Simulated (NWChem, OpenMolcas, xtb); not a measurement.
**A ladder of methods for BNH2Cl (SMILES N[B]Cl)**

BNH2Cl: 5 atoms, total charge 0, spin state doublet. As SMILES, `N[B]Cl`. The shape is that of a PBE0-D4/def2-TZVP optimisation. This is one conformer, not always the lowest.

```xyz
5

N    -0.3340    0.4121   -0.2567
B    -0.0984   -0.5446    0.7044
Cl    1.3432   -1.5262    0.7846
H    -1.1767    0.9599   -0.2731
H     0.3158    0.6251   -1.0006
```

Quantity: the dipole moment, in D. The values are calculated.

```
                              level            kind     program  value (D)   CPU time
                           GFN2-xTB  semi-empirical         xtb       3.02  under 2 s
                           GFN0-xTB  semi-empirical         xtb       2.62  under 2 s
                           GFN1-xTB  semi-empirical         xtb       3.26  under 2 s
                         UHF/STO-3G    Hartree–Fock  OpenMolcas       3.27      3.2 s
     UHF/SBKJC-VDZ (core potential)    Hartree–Fock      NWChem       3.55        2 s
                          UHF/3-21G    Hartree–Fock  OpenMolcas       3.71      3.4 s
                       UHF/def2-SVP    Hartree–Fock  OpenMolcas       2.77        5 s
                      UPBE0/pcseg-0   global hybrid      NWChem       3.38      2.4 s
UB3LYP/6-31G* (spherical functions)   global hybrid  OpenMolcas       2.95       29 s
UB3LYP/6-31G* (Cartesian functions)   global hybrid  OpenMolcas       2.94       30 s
```

The values span 2.62 to 3.71 D. Sets without polarisation functions give poor dipoles. Without the sets that lack polarisation functions the rows with a basis span only 2.77 to 2.95 D. CPU times are rough (shared hosts, several kinds of processor): they show what a rung costs within a factor of a few.

The clearest basis effect is within UHF, where the dipole falls from 3.71 D with 3-21G to 2.77 D with def2-SVP. The molecule is strongly polar because the amino hydrogens form its positive end and the electronegative chlorine its negative end. Nitrogen also donates its lone pair into the empty boron p orbital, shifting π density away from the amino group, while the unpaired electron stays mainly in a boron σ-type orbital. Polarisation functions let the density around boron, nitrogen and chlorine deform within the bonds and lone pairs, which probably removes an exaggerated charge separation.

The spherical and Cartesian UB3LYP values are almost identical, so the extra s-like functions of the Cartesian set hardly matter here. UB3LYP lies above UHF/def2-SVP, although Hartree–Fock commonly exaggerates bond polarity; the different basis sets may account for this order, so it is no measure of correlation. The close agreement among the polarised rows does not establish a converged dipole, since none of those sets has diffuse functions.
